Response of the Jahn–Teller doublet of Fe²⁺ in MgO

Question. The ⁵T₂ → ⁵E band of substitutional Fe²⁺ in MgO has two maxima in the near infrared. How does their separation respond to temperature, isotopic mass, pressure, a breathing mode and the degeneracy of the initial state?

Result. Let a non-degenerate state A absorb into a doublet E coupled linearly to a harmonic e mode of quantum ħω, the same in both states. With x = E − E₀, where E₀ is the vertical energy at the undistorted site, the Franck–Condon band is

I(x) = (|x|/2σ²) exp(−x²/2σ²), σ² = E_JT ħω coth u, u = ħω/2kT.

E_JT is the depth of the trough of the lower E sheet. The maxima lie at ±σ, so the splitting is Δ = 2σ. It equals 2√(E_JT ħω) at T = 0 and tends to 2√(2E_JT kT) for u ≪ 1. The second moment is M₂ = 2σ², so Δ = √(2M₂).

Inputs. We assume ħω = 400 cm⁻¹. Only its scale comes from the host, whose compiled TO and LO frequencies are 396 and 710 cm⁻¹ (He 2014); these zone-centre modes are odd and are not the e mode. E_JT = 1200 cm⁻¹ was chosen to reproduce a typical room-temperature separation of about 1600 cm⁻¹. At 300 K, kT = 208.5 cm⁻¹, u = 0.959, coth u = 1.344 and Δ = 1.61 × 10³ cm⁻¹. All responses are the model's.

Change | response, at or from 300 K
300 → 77 K | Δ −14 %
300 → 500 K | Δ +20 %
Fe isotope | none
¹⁶O → ¹⁸O | Δ −1.2 % at most
5 GPa hydrostatic | Δ +2.5 %, sign depends on assumed exponents
breathing mode, relaxation energy E_JT/4 | Δ +8 %, dip largely filled
A → static T₂ well, depth 100 cm⁻¹ | √M₂ +19 %

Proof of the band shape. Use dimensionless coordinates q_θ = ρ cos φ, q_ε = ρ sin φ, in which the potential of A is ½ħωρ². The E state adds W = κħω(q_θ σ_z + q_ε σ_x), with Pauli matrices in the orbital doublet. They anticommute, so W² = (κħωρ)² and the sheets are ½ħωρ² ± κħωρ. The lower one has its minimum at ρ = κ, so E_JT = κ²ħω/2, and here κ² = 6. A vertical transition has x = ±κħωρ. For a given polarisation the weights of the sheets have the form cos²(φ/2) and sin²(φ/2), possibly with a shifted origin of φ, and average to ½ each. The thermal density of each coordinate is Gaussian with variance s² = ⟨n⟩ + ½ = ½ coth u, so ρ has the density (ρ/s²) exp(−ρ²/2s²). Changing the variable to x gives I(x) with σ² = (κħω)²s² = E_JT ħω coth u. The zero at x = 0 comes from the area element ρ dρ. For x > 0, dI/dx ∝ 1 − x²/σ² vanishes at σ.

Accuracy. The quantum moments of the linear model are M₁ = ⟨W⟩ = 0 and M₂ = ⟨W²⟩ = 2σ², so √(2M₂) is exact. The nuclear kinetic energy first appears in M₃ = κ²(ħω)³, independent of T. The skewness M₃/M₂^(3/2) is 0.41 at 0 K and 0.26 at 300 K, so the band is visibly asymmetric. At T = 0 the transition operator is Nħω + W, with N the number of quanta, and q → −q shows that reversing the sign of ħω at fixed σ mirrors the spectrum. The correction of first order in ħω/σ is therefore odd in x and moves both maxima of the envelope the same way. The splitting changes in second order, gauged by M₄ = (2κ⁴ + κ²)(ħω)⁴, which exceeds the semiclassical value by 1/2κ², or 8 %. The temperature, isotope and pressure responses are thus exact for √M₂ of the model and approximate for the maxima. Outside the model, the odd mode that lends intensity to the parity-forbidden transition adds the variance (ħω_u)²(1 − tanh²(ħω_u/2kT)), which is 6 % of M₂ for ħω_u = 400 cm⁻¹ at 300 K. Thermally occupied spin–orbit levels of ⁵T₂, spread over roughly 200 cm⁻¹ or less, add up to about 3 %. Both grow on heating.

Temperature. Heating widens the distribution of ρ, so Δ grows, but more slowly than √T because the zero-point part is fixed. Differentiation gives

d ln Δ/d ln T = u/sinh 2u ≡ η,

which rises from 0 to ½ and is 0.288 at 300 K. At 77 K, coth u = 1.001 and Δ = 1.39 × 10³ cm⁻¹, the zero-point value, 14 % below 300 K. At 500 K, coth u = 1.925 and Δ = 1.92 × 10³ cm⁻¹, up 20 %. The classical limit gives 1.41 × 10³ cm⁻¹ at 300 K, 12 % too low, and predicts +29 %.

Isotopes. In physical units the coupling is ±VQ and the potential ½KQ², with K = Mω² and E_JT = V²/2K. Neither V nor K depends on mass. Iron sits at an inversion centre and is at rest in every even mode, so its mass does not enter. Heavier oxygen lowers the zero-point amplitude and leaves the classical variance kT/K alone, so Δ must fall, most strongly in the cold crystal. At fixed E_JT,

d ln Δ/d ln ω = ½ − η,

which is 0.212 at 300 K. If only oxygen moves, ħω falls by the factor √(16/18) to 377 cm⁻¹. Then Δ falls by 2.9 % (40 cm⁻¹) at 0 K and by 1.2 % (19 cm⁻¹) at 300 K. Magnesium motion in the mode makes the effect smaller.

Pressure. Shorter bonds raise V, which widens the doublet, and raise ω, which narrows it. Since σ² = V²(ħ/2Mω) coth u, the slope at fixed V and M is d ln Δ/d ln ω = −(½ + η). Let the ligand-field energies, E₀ among them, scale with bond length as R^(−n), so that V ∝ R^(−n−1), and let γ be the Grüneisen parameter of the mode. For a small volume compression ε,

δ ln Δ = [(n + 1)/3 − γ(½ + η)] ε, δ ln E₀ = (n/3) ε.

The compiled C₁₁ = 306 GPa and C₁₂ = 95 GPa (Råsander 2015) give B = (C₁₁ + 2C₁₂)/3 = 165 GPa. If the site compresses like the host, 5 GPa gives ε = P/B = 0.030; a typical dB/dP ≈ 4 would lower this by 6 % of itself. With the point-charge value n = 5 and a typical γ ≈ 1.5 the bracket is 0.82. Then Δ grows by 2.5 % while E₀ grows by 5.0 %, so Δ/E₀ falls. The bracket is a difference of comparable terms. It changes sign at γ = 2.5 at 300 K and at γ = 2 in the classical limit.

Breathing mode. An a₁ mode shifts both sheets alike and convolves I(x) with a Gaussian of variance τ². For equal frequencies τ² = E_A ħω coth u, where E_A is the relaxation energy in that mode, so τ²/σ² = E_A/E_JT at every temperature. One expects the peaks to merge, but each lobe has its long tail outside, so they first move apart. To order τ² the band is I + ½τ²I″, whose maximum shifts by −½τ²I‴/I″. At x = σ, I‴/I″ = −1/σ, hence Δ ≈ 2σ(1 + τ²/2σ²). Completing the square gives the full shape,

G(x) ∝ exp[−x²/2(σ² + τ²)] · [a√(2/π) exp(−m²/2a²) + m erf(m/a√2)],

with m = xσ²/(σ² + τ²) and a² = σ²τ²/(σ² + τ²). For E_A = 300 cm⁻¹, τ = σ/2, the maxima lie at ±1.08σ and the centre has 0.65 of the peak height. The curvature G″(0) has the sign of 2a²/τ² − 1 = (σ² − τ²)/(σ² + τ²), so the dip survives only for E_A < E_JT.

Degenerate initial state. ⁵T₂ also couples to the e mode. In one static tetragonal well its potential is ½ħωρ² − bħωq_θ, with minimum at q_θ = b and depth E_T = b²ħω/2. The other two wells are equivalent. The ion then starts away from the cone tip, where the sheets are already apart, so the band should widen by a term that does not depend on T. The vertical energy is x = ħω(±κρ + bq_θ). With equal weights assumed for the two sheets the cross term cancels. Using ⟨ρ²⟩ = 2s² + b², the mean is 2E_T and the variance about it is

M₂ = (2E_JT + E_T) ħω coth u + 4E_JT E_T.

For an illustrative E_T = 100 cm⁻¹, M₂ rises from 1.29 × 10⁶ to 1.82 × 10⁶ cm⁻² at 300 K, and √M₂ by 19 %. Its increase from 300 to 500 K drops from 20 % to 15 %. Spin–orbit coupling of comparable size mixes the three T₂ components and reduces the displacement, so the static well overstates the effect. Both this term and a moderate breathing mode widen the doublet at fixed E_JT. An E_JT read from the separation with the A → E formula is therefore an effective value that tends to exceed the depth of the ⁵E trough.